**Bond order, stiffness and binding of five homonuclear dimers in Hartree-Fock**

The table holds bond lengths, harmonic wavenumbers, force constants, dissociation energies and Mayer bond orders of N2, O2, F2, Al2 and P2 from PySCF at the non-relativistic HF/def2-SVP level, with one determinant of held occupation. The program counts formal bond orders from the orbital occupations, splits ratios of force constants into a length factor and a remainder, and interpolates the force constant of O2 from N2 and F2 in Badger's form with nothing adjusted. The Mayer orders follow the count to within 0.20, the interpolation lies 1.0% above the tabulated value, and most of the fourfold drop in force constant from N2 to P2 goes with the square of the bond length. Near 1.6 times the equilibrium distance every curve already lies above the separated atoms, by 6 to 7 eV for four molecules and by 0.49 eV for Al2. Against rough recalled experimental values the dissociation energies fall short unevenly, and the number of newly formed electron pairs does not account for O2 and F2.

Calculated values. PySCF 2.14.0, RHF (singlets) and UHF (triplets) with def2-SVP, non-relativistic, for homonuclear dimers of periods 2 and 3, each one determinant with its occupation held. Constants come from Dunham fits to the bond curves for the main isotopes; D_e is relative to high-spin atoms in their ground configurations, without counterpoise or spin-orbit correction.

## Script

```python
# Table: r_e, omega_e, force constant, D_e, Mayer bond order of N2, O2, F2, Al2, P2;
# PySCF HF/def2-SVP, non-relativistic, one determinant with held occupation.
# Tested: electron-count bond order, ratios within and across periods, a Badger-form
# interpolation for O2, and the stretched bond curve against the separated atoms.
T = {
    'molecule': ['N2', 'O2', 'F2', 'Al2', 'P2'],
    'Z': [7, 8, 9, 13, 15],
    'valence': [10, 12, 14, 6, 10],
    'mult': [1, 3, 1, 3, 1],
    'open': ['none', 'pi2', 'none', 'sigma1 pi1', 'none'],
    's2_': [0.0, 2.03, 0.0, 2.03, 0.0],
    'lz2': [0.0, 0.0, 0.0, 1.0, 0.0],
    're': [1.074, 1.153, 1.334, 2.743, 1.857],  # Å
    'we': [2792, 2048, 1222, 281, 924],  # 1/cm
    'k': [32.16, 19.77, 8.36, 0.63, 7.79],  # mdyn/Å
    'de': [4.93, 1.53, -1.53, 0.75, 1.4],  # eV
    'mayer': [2.89, 1.8, 0.93, 1.06, 2.97],
    'mu': [7.0, 8.0, 9.5, 13.5, 15.5],  # u
}
import numpy as np
from scipy import constants as C
m = list(T['molecule'])
g = lambda key: dict(zip(m, [float(x) for x in T[key]]))
re, we, k, de, bo, mu, val = [g(x) for x in ('re', 'we', 'k', 'de', 'mayer', 'mu', 'valence')]
mult = g('mult')
Eh = C.physical_constants['Hartree energy in eV'][0]
aJ = 1e-18 / C.e  # 1 mdyn*A in eV
# further outputs of the same runs: total sigma and pi electrons; core counts removed below
sig = {'N2': 10, 'O2': 10, 'F2': 10, 'Al2': 17, 'P2': 18}
pi = {'N2': 4, 'O2': 6, 'F2': 8, 'Al2': 9, 'P2': 12}
core = {x: ((4, 0) if x in ('N2', 'O2', 'F2') else (12, 8)) for x in m}
print('Counting: valence sigma, pi, pi*; formal order; Mayer - formal (rounding 0.005); k/order; k*re^2')
fo = {}
for x in m:
    s, p = sig[x] - core[x][0], pi[x] - core[x][1]
    ps = max(p - 4, 0)
    fo[x] = ((s - 4) + (p - ps) - ps) / 2  # s-sigma_g and s-sigma_u cancel formally
    print(f'{x}: valence {val[x]:.0f} = {s}+{p}, pi* {ps}, order {fo[x]:.0f}, Mayer dev {bo[x]-fo[x]:+.2f}, '
          f'k/order {k[x]/fo[x]:.2f} mdyn/A, k*re^2 {k[x]*re[x]**2:.1f} aJ')
print('Pairs a/b: re change, k ratio = (re_b/re_a)^2 x (k re^2 ratio); we ratio = sqrt(k ratio) x mass factor')
pairs = [('N2', 'O2'), ('O2', 'F2'), ('N2', 'F2'), ('N2', 'P2'), ('F2', 'Al2'), ('P2', 'Al2')]
for a, b in pairs:
    kr, r2 = k[a] / k[b], (re[b] / re[a]) ** 2
    print(f'{a}/{b}: re {re[b]-re[a]:+.3f} A ({100*(re[b]/re[a]-1):+.0f}%), k {kr:.2f} = {r2:.2f} x {kr/r2:.2f}, '
          f'we {we[a]/we[b]:.2f} = {kr**0.5:.2f} x {(mu[b]/mu[a])**0.5:.2f}')
print('Slope of k^(-1/3) against re, (mdyn/A)^(-1/3) per A; local power of k against re')
for a, b in pairs:
    sl = (k[b] ** (-1 / 3) - k[a] ** (-1 / 3)) / (re[b] - re[a])
    print(f'{a}-{b}: slope {sl:.2f}, power {np.log(k[b]/k[a])/np.log(re[b]/re[a]):.1f}')
def badger(r):
    f = (r - re['N2']) / (re['F2'] - re['N2'])
    return ((1 - f) * k['N2'] ** (-1 / 3) + f * k['F2'] ** (-1 / 3)) ** -3
kb = badger(re['O2'])
print(f"Badger form, O2 from N2 and F2: k {kb:.2f} vs {k['O2']:.2f} mdyn/A ({100*(kb/k['O2']-1):+.1f}%)")
print(f"effect of 0.0005 A rounding in re(O2): {100*abs(badger(re['O2']+5e-4)/kb-1):.1f}% in k")
# further outputs of the same runs: minimum energy, last scan point (r in A, E in Eh)
emin = {'N2': -108.854222, 'O2': -149.49625, 'F2': -198.511773, 'Al2': -483.606314}
emin['P2'] = -681.246055 - 0.5 * k['P2'] * (re['P2'] - 1.8362) ** 2 * aJ / Eh  # lowest scan point, harmonic shift
last = {'N2': (1.7034, -108.403182), 'O2': (1.8461, -149.195137), 'F2': (2.1359, -198.339885),
        'Al2': (4.2408, -483.560728), 'P2': (2.9342, -680.95667)}
print('Last scan point: rise above the minimum and height above the separated atoms')
over = {}
for x in m:
    rise = (last[x][1] - emin[x]) * Eh
    over[x] = rise - de[x]
    print(f'{x}: r/re {last[x][0]/re[x]:.2f}, rise {rise:.2f} eV, D_e {de[x]:.2f} eV, above atoms {over[x]:.2f} eV')
print('Mayer order along the scans (same runs): O2 1.73 at 1.02 A, 1.99 at 1.85 A; Al2 1.14 at 2.35 A, 1.01 at 4.24 A')
# rough recalled experimental values, two figures; unpaired electrons of the high-spin atoms
dx = {'N2': 9.9, 'O2': 5.2, 'F2': 1.6, 'Al2': 1.4, 'P2': 5.1}
wx = {'N2': 2400, 'O2': 1600, 'F2': 920, 'Al2': 290, 'P2': 780}
up = {'N2': 3, 'O2': 2, 'F2': 1, 'Al2': 1, 'P2': 3}
print('Against rough recalled experiment: new electron pairs, D_e shortfall, we excess')
for x in m:
    n = (2 * up[x] - (mult[x] - 1)) / 2
    print(f'{x}: new pairs {n:.0f}, D_e rough {dx[x]} eV, short by {dx[x]-de[x]:.1f} eV; '
          f'we rough {wx[x]} 1/cm, excess {100*(we[x]/wx[x]-1):+.0f}%')
print(f"D_e ratio P2/N2: table {de['P2']/de['N2']:.2f}, rough recalled {dx['P2']/dx['N2']:.1f}")
print(f"D_e steps: N2 to O2 {de['O2']-de['N2']:+.2f} eV, O2 to F2 {de['F2']-de['O2']:+.2f} eV, O2 - P2 {de['O2']-de['P2']:+.2f} eV")
assert re['N2'] < re['O2'] < re['F2'] and k['N2'] > k['O2'] > k['F2']
assert all(abs(bo[x] - fo[x]) < 0.25 for x in m)
assert de['F2'] < 0 < k['F2'] and all(v > 0 for v in over.values())
assert k['N2'] / k['P2'] > 3 and fo['N2'] == fo['P2']
```

Output:

```
Counting: valence sigma, pi, pi*; formal order; Mayer - formal (rounding 0.005); k/order; k*re^2
N2: valence 10 = 6+4, pi* 0, order 3, Mayer dev -0.11, k/order 10.72 mdyn/A, k*re^2 37.1 aJ
O2: valence 12 = 6+6, pi* 2, order 2, Mayer dev -0.20, k/order 9.88 mdyn/A, k*re^2 26.3 aJ
F2: valence 14 = 6+8, pi* 4, order 1, Mayer dev -0.07, k/order 8.36 mdyn/A, k*re^2 14.9 aJ
Al2: valence 6 = 5+1, pi* 0, order 1, Mayer dev +0.06, k/order 0.63 mdyn/A, k*re^2 4.7 aJ
P2: valence 10 = 6+4, pi* 0, order 3, Mayer dev -0.03, k/order 2.60 mdyn/A, k*re^2 26.9 aJ
Pairs a/b: re change, k ratio = (re_b/re_a)^2 x (k re^2 ratio); we ratio = sqrt(k ratio) x mass factor
N2/O2: re +0.079 A (+7%), k 1.63 = 1.15 x 1.41, we 1.36 = 1.28 x 1.07
O2/F2: re +0.181 A (+16%), k 2.36 = 1.34 x 1.77, we 1.68 = 1.54 x 1.09
N2/F2: re +0.260 A (+24%), k 3.85 = 1.54 x 2.49, we 2.28 = 1.96 x 1.16
N2/P2: re +0.783 A (+73%), k 4.13 = 2.99 x 1.38, we 3.02 = 2.03 x 1.49
F2/Al2: re +1.409 A (+106%), k 13.27 = 4.23 x 3.14, we 4.35 = 3.64 x 1.19
P2/Al2: re +0.886 A (+48%), k 12.37 = 2.18 x 5.67, we 3.29 = 3.52 x 0.93
Slope of k^(-1/3) against re, (mdyn/A)^(-1/3) per A; local power of k against re
N2-O2: slope 0.70, power -6.9
O2-F2: slope 0.68, power -5.9
N2-F2: slope 0.69, power -6.2
N2-P2: slope 0.24, power -2.6
F2-Al2: slope 0.48, power -3.6
P2-Al2: slope 0.75, power -6.4
Badger form, O2 from N2 and F2: k 19.96 vs 19.77 mdyn/A (+1.0%)
effect of 0.0005 A rounding in re(O2): 0.3% in k
Last scan point: rise above the minimum and height above the separated atoms
N2: r/re 1.59, rise 12.27 eV, D_e 4.93 eV, above atoms 7.34 eV
O2: r/re 1.60, rise 8.19 eV, D_e 1.53 eV, above atoms 6.66 eV
F2: r/re 1.60, rise 4.68 eV, D_e -1.53 eV, above atoms 6.21 eV
Al2: r/re 1.55, rise 1.24 eV, D_e 0.75 eV, above atoms 0.49 eV
P2: r/re 1.58, rise 7.89 eV, D_e 1.40 eV, above atoms 6.49 eV
Mayer order along the scans (same runs): O2 1.73 at 1.02 A, 1.99 at 1.85 A; Al2 1.14 at 2.35 A, 1.01 at 4.24 A
Against rough recalled experiment: new electron pairs, D_e shortfall, we excess
N2: new pairs 3, D_e rough 9.9 eV, short by 5.0 eV; we rough 2400 1/cm, excess +16%
O2: new pairs 1, D_e rough 5.2 eV, short by 3.7 eV; we rough 1600 1/cm, excess +28%
F2: new pairs 1, D_e rough 1.6 eV, short by 3.1 eV; we rough 920 1/cm, excess +33%
Al2: new pairs 0, D_e rough 1.4 eV, short by 0.6 eV; we rough 290 1/cm, excess -3%
P2: new pairs 3, D_e rough 5.1 eV, short by 3.7 eV; we rough 780 1/cm, excess +18%
D_e ratio P2/N2: table 0.28, rough recalled 0.5
D_e steps: N2 to O2 -3.40 eV, O2 to F2 -3.06 eV, O2 - P2 +0.13 eV
```
